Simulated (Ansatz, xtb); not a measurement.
**Relative energy of two isomers of C2H4BrFSi**

Structure a is `C=C[Si@H](F)Br`, a singlet and structure b is `C=C(Br)[SiH2]F`, a singlet. Both are isolated molecules in the gas phase, relaxed with PBE-D3(BJ)/def2-SVP; the shapes shown needn't be the lowest conformers.

a (Å):

```xyz
9

C     1.9835    1.7565   -2.1387
C     1.7684    1.2091   -0.9251
Br   -0.6989   -0.7122    0.2909
F     1.1367   -1.2081   -2.2421
Si    1.2781   -0.5725   -0.7387
H     1.8773    1.1643   -3.0635
H     2.2702    2.8151   -2.2602
H     1.8767    1.8325   -0.0188
H     2.2416   -1.4219    0.0268
```

b (Å):

```yaml
atoms:
  - { symbol: C, position_ang: [1.2225, -0.1770, -2.6055] }
  - { symbol: C, position_ang: [1.9953, 0.2572, -1.5957] }
  - { symbol: Br, position_ang: [3.8903, -0.0393, -1.5693] }
  - { symbol: F, position_ang: [-0.2136, 1.3843, -0.2222] }
  - { symbol: Si, position_ang: [1.4125, 1.1950, -0.0803] }
  - { symbol: H, position_ang: [0.1388, 0.0241, -2.5639] }
  - { symbol: H, position_ang: [1.6176, -0.7255, -3.4756] }
  - { symbol: H, position_ang: [2.0548, 2.5475, -0.0287] }
  - { symbol: H, position_ang: [1.7018, 0.4066, 1.1603] }
```

Quicker runs give these differences E(b) − E(a): GFN2-xTB +1.043 eV; HF/STO-3G +1.350 eV (at GFN2-xTB geometries); r2SCAN-D4/def2-SVP +1.496 eV (at GFN2-xTB geometries).

**Question.** Estimate E(b) − E(a) at the level CCSD(T)/def2-SVP + ΔMP2/def2-TZVPP.

**Answer.** Calculated at CCSD(T)/def2-SVP + ΔMP2/def2-TZVPP: E(b) − E(a) = +1.466 eV, so structure a lies lower.

Level by level:

```tsv
level	geometry	E(b) − E(a) (eV)	departure from the last row (eV)	job, with rough time for the two
GFN2-xTB	GFN2-xTB	+1.043	−0.422	optimisation, 0.3 s
HF/STO-3G	GFN2-xTB	+1.350	−0.116	single point, 0.8 s
r2SCAN-D4/def2-SVP	GFN2-xTB	+1.496	+0.031	single point, 4.5 s
PBE-D3(BJ)/def2-SVP	PBE-D3(BJ)/def2-SVP	+1.415	−0.050	optimisation, 36 s
HF/def2-SVP	PBE-D3(BJ)/def2-SVP	+1.645	+0.180	part of the CCSD(T) run
MP2/def2-SVP	PBE-D3(BJ)/def2-SVP	+1.524	+0.059	part of the CCSD(T) run
CCSD(T)/def2-SVP	PBE-D3(BJ)/def2-SVP	+1.492	+0.026	single point
CCSD(T)/def2-SVP + ΔMP2/def2-TZVPP	PBE-D3(BJ)/def2-SVP	+1.466		single point, 72 s
```

As drawn, b has 1 C–Br, 1 Si–H in place of 1 Br–Si, 1 C–H.

None of the levels shown reverses the order. The largest departure from CCSD(T)/def2-SVP + ΔMP2/def2-TZVPP is that of GFN2-xTB, 0.422 eV. The last row adds to CCSD(T) the change of the MP2 difference between the two basis sets, here −0.026 eV.

With thermal terms from frequencies at re-optimised GFN2-xTB minima (ideal gas, soft modes damped towards free rotors, one conformer each, 298.15 K, 1 atm): the zero-point term adds −0.092 eV; ΔH is +1.373 and ΔG +1.380 eV.

The correlated steps freeze 17 core orbitals; the filled d shell of Br is correlated, in a basis made for valence electrons. Mirror images aren't counted in ΔG. Codes used: Ansatz 0.2.0, xtb 6.7.1; the last row on 2 threads of Intel(R) Xeon(R) Processor @ 2.70GHz on a shared host.

Moving bromine from silicon to the vinyl carbon, with hydrogen going the other way, is clearly uphill, and both halves of the exchange probably contribute. Silicon is more electropositive than carbon, so its bond to bromine is more polar and gains more ionic stabilisation. Hydrogen, in turn, binds more strongly to an sp2 carbon than to silicon. Isomer b therefore gives up two strong bonds for two weaker ones, and conjugation of a bromine lone pair with the C=C bond is evidently too small a compensation. The Si–F bond and the double bond are present in both isomers and should largely cancel.

Hartree–Fock in the def2-SVP basis gives +1.645 eV, and correlation narrows the gap without threatening the order. The zero-point term of −0.092 eV also favours b, as expected when a stiff C–H stretch is replaced by a softer Si–H one. Entropy hardly matters, since ΔH and ΔG nearly coincide. The preference is thermodynamic, and says nothing about the barrier to interconversion.
